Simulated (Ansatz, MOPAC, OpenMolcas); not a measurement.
CH2FNOSi (SMILES O=C=N[SiH2]F): the HOMO–LUMO gap, rung by rung

CH2FNOSi has 7 atoms, charge 0, and is taken as a singlet. As SMILES, `O=C=N[SiH2]F`. The coordinates come from a PBE0-D4/def2-TZVP relaxation. This is one conformer, not always the lowest.

Quantity: the HOMO–LUMO gap, in eV. The values are calculated.

```json
{"level": "AM1", "kind": "semi-empirical", "program": "MOPAC", "value (eV)": "11.52", "CPU time": "under 2 s"}
{"level": "HF/cc-pVDZ", "kind": "Hartree–Fock", "program": "OpenMolcas", "value (eV)": "15.89", "CPU time": "11 s"}
{"level": "SVWN5/cc-pVDZ", "kind": "LDA", "program": "OpenMolcas", "value (eV)": "6.25", "CPU time": "30 s"}
{"level": "PBE/cc-pVDZ", "kind": "GGA", "program": "OpenMolcas", "value (eV)": "6.38", "CPU time": "41 s"}
{"level": "M06-L/cc-pVDZ", "kind": "meta-GGA", "program": "OpenMolcas", "value (eV)": "7.21", "CPU time": "51 s"}
{"level": "BHLYP/cc-pVDZ", "kind": "global hybrid", "program": "Ansatz", "value (eV)": "11.12", "CPU time": "8.1 s"}
{"level": "wB97X/cc-pVDZ", "kind": "range-separated hybrid", "program": "Ansatz", "value (eV)": "13.34", "CPU time": "31 s"}
{"level": "PBE-QIDH/cc-pVDZ", "kind": "double hybrid", "program": "Ansatz", "value (eV)": "13.02", "CPU time": "10 s"}
```

The values span 6.25 to 15.89 eV. Orbital gaps aren't excitation energies, and those of double hybrids come from the SCF part alone; they tend to grow with the share of exact exchange. Times are those of the runs behind each value, whatever else they computed, on shared processors of several kinds: orders of magnitude only.

The three semilocal functionals lie between 6.25 and 7.21 eV, while Hartree–Fock reaches 15.89 eV, so the spread reflects what the orbital energies mean in each theory more than any uncertainty about the molecule. The main cause is probably that Hartree–Fock empty orbitals feel the field of all the electrons and so describe an added electron, whereas a semilocal potential treats filled and empty orbitals alike. wB97X, at 13.34 eV, lies slightly above PBE-QIDH, in keeping with its full exact exchange at long range. AM1 falls among the hybrids, but its parametrised minimal valence basis makes this no evidence of similar physics.

Every level gives a wide gap, as expected for a closed-shell molecule with strong Si–F and cumulated N=C=O bonds. The HOMO is probably an isocyanate π orbital with weight on nitrogen and oxygen. The LUMO is less certain: without diffuse functions, cc-pVDZ can place a weakly bound or unbound empty level too high, so the larger gaps don't establish a converged electron-attachment energy.
